Question

I have a single row of 10 nm gold particles on oxidised silicon, with the doped silicon as a back gate. I keep reading that an extra electron in such a chain is a "charge soliton" and that no current flows below a voltage of about e/C_eff. Where does this come from, how big is it for my particles, and how far can I trust e/C_eff?

Answer

For a uniform chain the exact threshold is V_t = e/[2C(exp(1/L) − 1)] = e/(C0 + C_eff). The form e/C_eff is its limit for a long soliton, and particles of this size on thin oxide are far from that limit.

Model and conventions. The islands are identical, each with capacitance C to its two neighbours and C0 to the gate, which is the zero of potential. e > 0 and the electron carries −e. The orthodox picture is assumed: junction resistances far above h/e² = 25.8 kΩ, sequential tunnelling only, and at T → 0 a hop happens only if it lowers the free energy F (field energy minus the work of the sources). There are no offset charges for now.

My geometry is illustrative: radius R = 5 nm, a typical ligand gap of 2 nm, so pitch d = 12 nm; 12 nm of oxide and 1 nm of ligand below the particle, so the centres sit h = 18 nm above the silicon. Ligand, air and oxide are replaced by one medium with ε_r = 2.5, which is typical of alkane ligands and near the mean 2.45 of air and SiO2 (approximately 3.9). I write ε = ε_r ε0. The oxide is chosen thin so that the gate cuts off the Coulomb interaction within a few pitches, as the model requires.

1. Estimate by hand

The capacitance scale is that of a lone sphere, 4πεR ≈ 1.4 aF. A charged sphere induces on a grounded neighbour a fraction of about R/d ≈ 0.4 of its charge, so C ≈ 0.4 × 1.4 ≈ 0.6 aF. Seen from the gate the chain is a wire, with 2πε/ln(2h/R) per unit length. One pitch of it gives C0 ≈ 4πεR × (d/2R)/ln(2h/R) = 1.4 × 1.2/ln 7.2, and with ln 7.2 ≈ 2 this is 0.8 aF.

An extra electron polarises its neighbours, and its field lines leak to the gate along the way. Treat the chain as a continuous ladder in the site coordinate z: C φ″ = C0 φ, so φ decays over L ≈ √(C/C0) ≈ 0.9 sites. All field lines end on the gate, spread over about 2L islands, so the peak potential is −e/C_eff with C_eff ≈ 2L C0 = 2√(C C0) ≈ 1.4 aF.

Near a lead the electron is attracted by its image at −z, with energy −(e²/2C_eff) exp(−2z/L). The pull is strongest at the edge, where it is e²/(C_eff L). A lead at −V raises the electron's energy by eV exp(−z/L), which pushes it inward with eV/L at the edge. Push beats pull when

V ≈ e/C_eff ≈ 0.16 aC / 1.4 aF = 0.114 V, say 0.11 V.

2. Careful calculation

The soliton. The charge on island i obeys

q_i = (C0 + 2C) φ_i − C (φ_(i−1) + φ_(i+1)).

Put q_0 = −e and all other q_i = 0 in an infinite chain, and try φ_i = A x^|i| with x = exp(−1/L). For i ≠ 0 this needs C0 + 2C = C(x + 1/x), that is

cosh(1/L) = 1 + C0/2C, or equivalently 2 sinh(1/2L) = √(C0/C).

At i = 0 it needs −e = A(C0 + 2C − 2Cx) = 2CA[cosh(1/L) − exp(−1/L)] = 2CA sinh(1/L). Hence

φ_i = −(e/C_eff) exp(−|i|/L), C_eff = 2C sinh(1/L) = √(C0² + 4C C0).

Its energy is ½ q_0 φ_0 = e²/2C_eff. The word soliton means only that this polarisation pattern moves rigidly with the electron. The electrostatics is linear, and the nonlinearity lies in the discreteness of q_i.

The edge. Let site 0 be a lead and i = 1, 2, … the islands. With the lead grounded, φ_0 = 0 is enforced by an opposite charge at the mirror site, so the potential at j per unit charge at k is

G_jk = (x^|j−k| − x^(j+k))/C_eff.

With the lead at −V and all islands neutral, the decaying solution is φ_k = −V x^k. Taking an electron from the lead to island k costs its self-energy (e²/2)G_kk plus −e times the change of the external potential:

F_k = (e²/2C_eff)(1 − x^(2k)) − eV(1 − x^k), F_0 = 0.

The hop k → k+1 changes F by (e²/2C_eff) x^(2k)(1 − x²) − eV x^k(1 − x), which is negative when

V > (e/2C_eff)(1 + x) x^k.

The first hop, k = 0, is the hardest, and once it is open all later hops of that electron are downhill. With C_eff = C(1 − x²)/x,

V_t = (e/C_eff)(1 + x)/2 = e/[2C(exp(1/L) − 1)] = e/(C0 + C_eff) = [e/2√(C C0)] exp(−1/2L).

The third form follows from 2C[cosh(1/L) − 1] = C0, the fourth from exp(1/L) − 1 = 2 exp(1/2L) sinh(1/2L). For L ≫ 1, V_t = (e/C_eff)(1 − 1/2L + …). For C → 0, V_t → e/2C0, the condition for charging a lone island.

The third form has a circuit reading. The half-chain seen from island 1, without the first junction, is one capacitor C_h = (C0 + C_eff)/2 to ground. If the first junction has any capacitance C1, the hop costs e²/2(C1 + C_h) and gains eV C_h/(C1 + C_h), so it opens at V = e/2C_h whatever C1 is.

V is the voltage of one lead against the gate, with the far lead grounded and many L away. With symmetric bias ±V/2, electrons enter at one end and holes at the other, and the total voltage needed is 2V_t. Just above threshold the current is small, because the drive on a soliton falls as x^k and the next electron enters only after the first has moved away.

Capacitances. With 4πεR = 1.391 aF, the image series for two equal spheres, cosh β = d/2R = 1.2, gives

C = 4πεR sinh β Σ_(n≥1) 1/sinh(2nβ) = 0.572 × 1.391 = 0.796 aF.

C0 is the charge per particle per volt when the whole chain is at one potential. Put a uniform surface charge q on each sphere and an image −q at distance 2h below its centre. With a = 2h/d = 3,

4πεR φ/q = 1 − R/2h + (2R/d) Σ_(n≥1) [1/n − 1/√(n² + a²)].

Poisson summation gives the sum as γ + ln(a/2) + 1/2a, with γ Euler's constant, up to terms of order exp(−2πa). The 1/2a term cancels R/2h, leaving 1 + (2R/d)[γ + ln(h/d)] = 1.819 and C0 = 0.765 aF.

Numbers of the model. With C = 0.796 aF and C0 = 0.765 aF:

cosh(1/L) = 1.481, 1/L = 0.945, L = 1.06, x = 0.389
C_eff = 1.738 aF, e/C_eff = 92.2 mV, soliton energy 46.1 meV
first hop: cost 46.1 meV × (1 − x²) = 39.1 meV, gain eV(1 − x) = 0.611 eV with V the bias
V_t = e/(2.503 aF) = 64.0 mV, second hop open from 25 mV, symmetric bias 128 mV

The third figures serve only to carry the arithmetic. The limits of these inputs are as follows.

Bounds on the capacitances. A frozen uniform charge overestimates the field energy, so 0.765 aF is a lower bound on C0 in this medium. A cylinder enclosing the spheres gives an upper bound, 2πεd/arcosh(h/R) = 0.85 aF, for which V_t = 59 mV. The pair value of C is too large, since other particles and the gate intercept field lines; a C smaller by 10 % would give 66 mV. The choice of medium matters more: V_t ∝ 1/ε_r, so ε_r from 2 to 3 spans 80 to 53 mV.

Couplings beyond neighbours. An independent estimate of the profile is the bare point charge with its gate image, −φ_n = (e/4πε)[1/nd − 1/√(n²d² + 4h²)], with −φ_0 = (e/4πε)(1/R − 1/2h). In mV for n = 0 to 5:

ladder model: 92, 36, 14, 5.4, 2.1, 0.8
charge plus image: 99, 33, 11, 4.7, 2.4, 1.4

The point-charge tail falls as 1/n³ and overtakes the exponential from n = 4 on. The threshold hardly notices. If the lead is one site of an infinite chain pinned at −V, and P_n = |φ_n|/e, the cost is (e²/2)(P_0 − P_1²/P_0) and the gain eV(1 − P_1/P_0), so V_t = (|φ_0| + |φ_1|)/2. This is 64 mV for the first row and 66 mV for the second.

Levels and temperature. With about 59 atoms per nm³ and a Fermi energy of about 5.5 eV, typical for gold, a particle holds N_e = 3.1 × 10⁴ conduction electrons and the level spacing is 4E_F/3N_e ≈ 0.24 meV, negligible against eV_t. At 10 K, k_BT = 0.86 meV lies above the spacing and far below the soliton energy. At 300 K it is 26 meV against 46 meV, and no sharp threshold survives. The silicon must be degenerately doped. If its carriers freeze out it is a dielectric with ε_r = 11.7 (compiled value, Ioffe Institute), the image strength at the oxide interface is only (11.7 − 3.9)/(11.7 + 3.9) = 0.50, and the interaction keeps a 1/r tail.

3. Why 0.114 V became 0.064 V

The ratio is 0.56, and the fourth form of V_t splits it into three factors.

Capacitance inputs, factor 0.90. The product 2√(C C0) is 1.56 aF instead of 1.4 aF. The single-image guess for C missed the repeated images across the narrow gap (0.6 against 0.796 aF), while the wire formula for C0 was slightly above the sphere sum (0.8 against 0.765 aF). Only the square root of the product enters. The continuum formula with the careful inputs gives 0.103 V.

Discreteness of the soliton, factor 0.90. The continuum count 2L C0 drops the C0² under the root: C_eff = 2√(C C0) cosh(1/2L), and 1/cosh(1/2L) = 0.90. This brings the value to e/C_eff = 92 mV. The correction is of second order in 1/L.

Discreteness of the hop, factor 0.69. This is the largest and is of first order in 1/L. The estimate balanced slopes at the edge, but the electron jumps a whole site, over which both exponentials bend. The image cost is 1 − x² = 0.85 in place of 2/L = 1.89, a fraction 0.45. The bias gain is 1 − x = 0.61 in place of 1/L = 0.945, a fraction 0.65. The image term decays twice as fast, so it loses more, and 0.45/0.65 = 0.69 = (1 + x)/2.

The last two factors combine into exp(−1/2L) = 0.62, and 0.90 × 0.90 × 0.69 = 0.56. So e/C_eff overestimates the threshold at every L. It is good to 10 % from L ≈ 5, where (1 + x)/2 = 0.91, and that needs C/C0 = 1/[4 sinh²(1/2L)] ≈ 25. Spheres touch their neighbours through a small patch and face the gate with most of their surface, so C/C0 stays of order one.

What a real chain does

The 64 mV belongs to the model, and two effects left out of it are larger than the result itself.

A uniform offset acts like a gate voltage. Typical work functions are about 5.3 eV for Au(111) and about 4.8 eV for Si. The difference of 0.5 V on C0 corresponds to 2.4 e per island. Doping and ligand dipoles shift this, so only its order is meaningful. The threshold of a uniform chain is periodic in the gate voltage with period e/C0 = 0.21 V, and the formula applies where the induced charge per island is a whole number of electrons.

Random offsets from traps in the oxide cannot be tuned away. Take C ≪ C0 and count carriers of charge e, so that island i holds n_i e + q_i with a random q_i between −e/2 and e/2. A hop from i to i+1 needs a charge difference above e, so a step of one carrier between the two islands is stable whenever q_(i+1) > q_i, which holds for half of the junctions. Each such step holds e/C0, so a chain of N junctions blocks up to about N e/2C0, the result of Middleton and Wingreen (1993). For N = 20 and the C0 above this scale is 2.1 V, and a coupling C ≈ C0 lowers the coefficient. As typical knowledge and not as a measurement, gold particle chains and arrays on oxide show low-temperature thresholds that grow with length and reach the volt range for tens of particles, so the uniform model is low by an order of magnitude or more there. Its 60 to 65 mV is the scale to expect only for a chain whose offset charges are well below e.